A wave confined to a radius rc and made of n half-wavelengths has wave number q ≈ nπ/rc, and a plane-wave basis holds it only if the cutoff exceeds q²/2 in hartree. One half-wavelength in 1 bohr costs about 5 Ha and eight cost about 300 Ha; doubling the radius divides each cost by four. The table spans these scales: the p and d waves of this scalar-relativistic PBEsol nitrogen potential are converged to 0.01 mHa by about 25 Ha, and the s waves need about 230 Ha.

Inside rc each pseudo-wave is a sum of spherical Bessel functions j_l(qr). It must join the all-electron wave at rc through M matching conditions (the value and M − 1 derivatives) and keep the norm inside. The freedom left over is spent on minimising the kinetic energy carried by wave numbers above a chosen qcut. The number of zeros of j_l below qcut·rc is a rough count of the soft functions at hand. For s it is one against five conditions, for p four against four, for d two against five; later projectors carry further norm conditions.

A string of length rc is the simpler system. To fix its height, slope, curvature and area while only the fundamental is cheap, overtones must be used. The analogy ends at rc, since an atomic wave is not clamped there and its outer tail fills the same momentum range. It also predicts a hard d wave and harder p projectors, which the table denies.

ONCVPSP 4.0.1, optimised norm-conserving Vanderbilt pseudopotential for N (core [He], valence 2s2 2p3), scalar-relativistic PBEsol. For s, p and d: radius 1, 2 and 1.5 bohr; qcut 5.1, 7.4 and 7.2 bohr⁻¹; 4, 3 and 4 matching conditions; 8, 6 and 7 Bessel functions. Cutoffs are where each wave's residual kinetic energy per electron falls to the stated error.

| wave | wave norm inside radius | wave kinetic energy above qcut (mHa) | wave cutoff for 10 mHa (Ha) | wave cutoff for 1 mHa (Ha) | wave cutoff for a tenth mHa (Ha) | wave cutoff for a hundredth mHa (Ha) |
| --- | --- | --- | --- | --- | --- | --- |
| 2s | 0.3302 | 14.9 | 15.19 | 133.3 | 173.0 | 226.8 |
| s projector 2 | 0.06933 | 11.3 | 13.49 | 40.08 | 142.9 | 237.3 |
| 2p | 0.7839 | 0.000206 | 13.24 | 17.44 | 20.88 | 23.54 |
| p projector 2 | 0.1587 | 0.000293 | 12.73 | 17.33 | 21.08 | 23.85 |
| p projector 3 | 0.1378 | 0.000944 | 13.64 | 18.33 | 22.08 | 25.03 |
| d projector 1 | 0.004972 | 0.000205 | 1.00 | 3.57 | 9.27 | 16.09 |

The norm inside radius is the integral of u² up to rc, with u the radial wave times r. The residual is the kinetic energy per electron above a cutoff, and the four cutoff columns give where it falls to 10, 1, 0.1 and 0.01 mHa. The kinetic energy above qcut cannot be compared between channels, because qcut²/2 is 13, 27 and 26 Ha for s, p and d. The settings of each channel were drawn at random, in a series where many potentials are poor on purpose, so the rows show how settings shape a wave. They are no s, p, d trend of nitrogen.

### What a smooth wave would give

Take u ∝ r^(l+1) exp(−ar²), a nodeless shape with one width parameter a. Its transform is again a Gaussian, |u(q)|² ∝ q^(2l+2) exp(−q²/2a). With E = q²/2 the exponent is −E/a and the mean kinetic energy is (l + 3/2)a. Integrating E|u(q)|² above the cutoff gives

residual = (l + 3/2) a · Q(l + 5/2, Ecut/a),

where Q is the regularised upper incomplete gamma function. Far out it decays almost as exp(−Ecut/a), so each further decade of accuracy costs a nearly fixed step of a little over a·ln 10. The Gaussian is a stand-in for the shape only, since real atomic tails are exponential. The model was fitted to the four 2p cutoffs and, in two ways, to 2s; the residuals are in the output printed after this text.

### 2s

At 10 mHa the 2s cutoff is 15.19 Ha, only 1.15 times that of 2p. At 1 mHa it is 133.3 Ha, 7.6 times. A Gaussian fixed at the first point puts the second near 20 Ha, 85 % below the table, and a fit to all four points misses every one by 35 % or more. The wave is therefore a soft body plus a separate hard part. Nine mHa lie somewhere between 15 and 133 Ha; above that the residual falls fast, a decade for each factor of 1.3 in cutoff.

Very little weight does this. Every component above 133.3 Ha has at least that energy, so 1 mHa corresponds to a norm of at most 0.001/133.3 = 7.5 × 10⁻⁶, a ripple of amplitude about 0.004 bohr^(−1/2) over 1 bohr.

The shape of the wave in the same calculation suggests where the strain comes from. The all-electron 2s has a node between 0.2 and 0.4 bohr and peaks near rc with u = 0.8927, so u² = 0.80. A quarter sine rising to that peak would hold a norm of 0.80/2 = 0.40 and a straight line 0.80/3 = 0.27. The required 0.33 lies between them. The pseudo-2s accordingly climbs by 0.21 in each 0.2 bohr from 0.2 to 0.8 bohr and then by only 0.075. Its sharpest curvature is close to that of the pseudo-2p. The abruptness differs: the largest fourth difference is 0.165 against 0.074. On the straight part the second differences alternate in sign at about the size the ripple estimate allows, but a 0.2 bohr grid resolves only up to about 123 Ha, so this is suggestive and no more.

The cause of the long tail is argued, and no rerun isolates it. The minimised quantity is the total above qcut, 14.9 mHa here. A component at 150 Ha is penalised only by its own small energy, so the optimiser accepts it whenever it removes slightly more just above 13 Ha. Eight Bessel functions in 1 bohr give it room for this: spaced like the zeros of j₀ they would reach roughly 25 per bohr, some 300 Ha, and the 2s cutoffs end at 21 per bohr. The wave numbers actually used are not among the outputs, and a sum cut off at rc carries components above its highest one, so this is a scale and not a ceiling.

The join at rc offers another source of tails. M conditions leave a jump in the M-th derivative, which gives u(q) ~ q^−(M+1) and a residual ~ q^−(2M−1), a power of 7 for s. The local powers of 2s are 2, 18 and 17. The join therefore does not set the 1 and 0.1 mHa cutoffs; it may share in the last one, and it must win at still higher q.

### s projector 2

This wave is unbound: 3 Ha above the 2s level of −18.46 eV, near +2.3 Ha. It shares radius, qcut and basis with 2s and ends at almost the same place, 237.3 against 226.8 Ha. The irregularity lies in the middle, where it passes 1 mHa at 40 Ha, 0.30 of the 2s cutoff. On a flat stretch of the residual curve a small change of height moves a crossing very far. The 2s residual stays above 1 mHa to 133 Ha, and that of projector 2 sits between 1 and 0.1 mHa from 40 to 143 Ha. Its norm inside is 4.8 times smaller, but the residual does not follow it: the totals above qcut, 14.9 and 11.3 mHa, differ by only a factor 1.3, and the order reverses at 0.01 mHa. The two tails differ in shape as well as height, and the run does not show why.

### 2p and its two projectors

For 2p the count balances. For the two projectors, with their further norm conditions, it falls short, yet they are as soft, so the count is a weak guide. The kinetic energy above qcut is below 0.001 mHa in all three rows, so all their cutoffs lie under 27 Ha; that much follows from the definitions and tests nothing. The model does test the shape of the fall. The fit gives a = 1.261 bohr⁻², and the 10 mHa point, which was part of the fit, works out as follows. The mean energy is 2.5 × 1.261 = 3.15 Ha, so Q must equal 0.010/3.15 = 0.0032. For large x, Q(7/2, x) ≈ x^(5/2) e^(−x) (1 + 2.5/x + 3.75/x²)/Γ(7/2) with Γ(7/2) ≈ 3.3, which reaches 0.0032 at x = 10.7. Then Ecut = 10.7 × 1.261 = 13.5 Ha, 2 % above the table's 13.24.

All four cutoffs are met to about 2 % of the table values, yet the misfit is systematic and far above rounding. The table's steps per decade shrink from 4.2 to 3.4 to 2.7 Ha, while the model's stay near 3.5. At qcut, a point outside the fit, the model's residual is four times too large. The argued reason is that the optimisation cuts the spectrum off on the approach to qcut, which no fixed Gaussian does.

A nodeless, compact 2p is ordinarily the hard wave of a first-row atom, because no core p shell pushes it outward. The radius of 2 bohr, twice that of the 2p maximum, removes this. The pseudo-wave has half the all-electron amplitude at 0.2 bohr and more than it at 1 bohr: amplitude has moved outward into a hump that is taller than the all-electron one and somewhat narrower, about 1.9 against 2.2 bohr wide at half height. What softens the wave is therefore not breadth but, presumably, the gentler start near the nucleus.

The projectors lie 0.7 and 1.4 Ha higher and track 2p closely. Projector 3 is 3 to 6 % above it at all four tolerances, as more kinetic energy suggests. Projector 2 starts 4 % below and ends 1 % above. A smaller norm inside and a higher energy pull in opposite directions, which may account for the crossing.

### d projector 1

The d row is a scattering wave at 0.25 Ha and has the lowest cutoff in each column. It breaks the count, and it shows that a high basis ceiling, roughly 140 Ha here if the zeros of j₂ are a guide, does not by itself make a tail. The argument is that conditions cost overtones only when the wave must be reshaped. A slow d wave rises as r³, has no node to remove and already resembles a single soft j₂.

Part of the softness may also be scale. Residuals are absolute, and the norm inside is 158 times smaller than for 2p. If the residual is proportional to that norm, 0.01 mHa for d matches 1.6 mHa for 2p, where the 2p cutoff interpolates to 16.6 Ha against 16.09 for d. The match holds at this one point only: the last two d steps per decade are 5.7 and 6.8 Ha, while no 2p step exceeds 4.2 Ha, so the norm alone does not turn one curve into the other. The p rows speak against the proportionality: the norms of the two p projectors are 4.9 and 5.7 times smaller than that of 2p, yet their cutoffs are about the same or higher. The norm of an unbound wave also depends on how it is normalised, so the single match may be chance. The 1.00 Ha at 10 mHa may be the start of the search, so the first d step carries no weight.

### A neighbouring case, and what the cutoff does not buy

For another setting, the ratio of the last cutoff to qcut²/2 is the thing to guess: it is 0.6 to 0.9 for the p and d rows and 17 to 18 for the s rows. A wave that needs reshaping and has too small a qcut·rc should grow a tail far above qcut. Either factor can be raised. The product that served p, 14.8, would mean qcut²/2 = 14.8²/2 ≈ 110 Ha at 1 bohr, but nothing shows that s needs so much: qcut has only to clear the soft body of the wave, which is down to 10 mHa at 15 Ha. A moderately higher qcut at the same radius should shorten the tail at the price of a somewhat higher 10 mHa cutoff; a wider radius should soften the whole wave but alters more of it. This run tests neither.

Hardness here is no sign of accuracy. Scattering phases agree to 0.0003 rad for s, 0.0001 for p and 0.0065 for d, partly by construction, and no ghost is flagged. Yet the first and second ionisation energies miss the all-electron values by 51 and 354 meV, 0.4 and 1.2 %, and emptying the 2p shell misses by 1540 meV; one further test was not solved or was left out. The first error alone is 1.9 mHa, more than the 1 mHa for which 2s demands 133 Ha. The wide p radius is a likely contributor, since the 2p shell contracts on ionisation inside the region where its shape was altered. All of this refers to a spherical atom without spin polarisation, not the quartet ground state, and atomic tests do not give the error in a solid.

Numerical output:

```
channel: qc^2/2 Ha, qc*rc, zeros below, matching+norm, rough basis qmax /bohr (Ha), kink n
s 13.00 5.1 1 5 25.1 (316) 7
p 27.38 14.8 4 4 10.2 (52) 5
d 25.92 10.8 2 5 16.7 (139) 7
per decade: step Ha | cutoff ratio | local n (residual~q^-n); rounding 0.005 Ha (0.05 above 100)
2s : 118.11 39.70 53.80 | 8.78 1.30 1.31 | 2.1 17.7 17.0
s projector 2 : 26.59 102.82 94.40 | 2.97 3.57 1.66 | 4.2 3.6 9.1
2p : 4.20 3.44 2.66 | 1.32 1.20 1.13 | 16.7 25.6 38.4
p projector 2 : 4.60 3.75 2.77 | 1.36 1.22 1.13 | 14.9 23.5 37.3
p projector 3 : 4.69 3.75 2.95 | 1.34 1.20 1.13 | 15.6 24.7 36.7
d projector 1 : 2.57 5.70 6.82 | 3.57 2.60 1.74 | 3.6 4.8 8.4
final cutoff / (qc^2/2): 17.44 18.25 0.86 0.87 0.91 0.62
q /bohr at 2s cutoffs: 5.5 16.3 18.6 21.3 ; 2p: 5.1 5.9 6.5 6.9
ratio 2s/2p: 1.15 7.64 8.29 9.63 ; s2/2s: 0.89 0.30 0.83 1.05
p2 vs 2p %: -3.9 -0.6 1.0 1.3 ; p3 vs 2p %: 3.0 5.1 5.7 6.3
Gaussian wave: a /bohr^2, peak bohr, model cutoffs Ha | error %
2p fit 4 : 1.261 0.89 13.52 17.10 20.54 23.89 | 2.1 -2.0 -1.6 1.5
2s from 10 mHa : 1.747 0.53 15.19 19.85 24.37 28.80 | 0.0 -85.1 -85.9 -87.3
2s fit 4 : 6.725 0.27 69.05 86.63 103.81 120.73 | 354.6 -35.0 -40.0 -46.8
residual at qcut mHa, model vs table: 2p 0.00087 0.000206 ; 2s 28.4 14.9
norm ratios 2p/d 158, 2s/s2 4.76
d 0.01 mHa = 2p 1.58 mHa: 2p cutoff 16.6 vs d 16.09 Ha
2s weight above 1 mHa cutoff <= 7.5e-06; ripple amplitude ~0.004; 2nd diff up to ~0.015
grid 0.2 bohr resolves q <= 15.7 /bohr = 123 Ha
2s 1st diff: 0.194 0.211 0.205 0.208 0.075 -0.030 -0.077 -0.096
2s 2nd diff: 0.017 -0.006 0.003 -0.133 -0.105 -0.047 -0.019
2s 4th diff: 0.032 -0.145 0.165 0.029 -0.030 max 0.165
2p 1st diff: 0.100 0.244 0.264 0.176 0.054 -0.035 -0.072 -0.074
2p 2nd diff: 0.144 0.020 -0.088 -0.122 -0.089 -0.037 -0.002
2p 4th diff: 0.015 0.074 0.067 0.020 -0.019 max 0.074
error first 51 meV = 1.9 mHa = 0.38 %
error second 354 meV = 13.0 mHa = 1.23 %
error 2s2 2p0 1540 meV = 56.6 mHa = 1.73 %
```
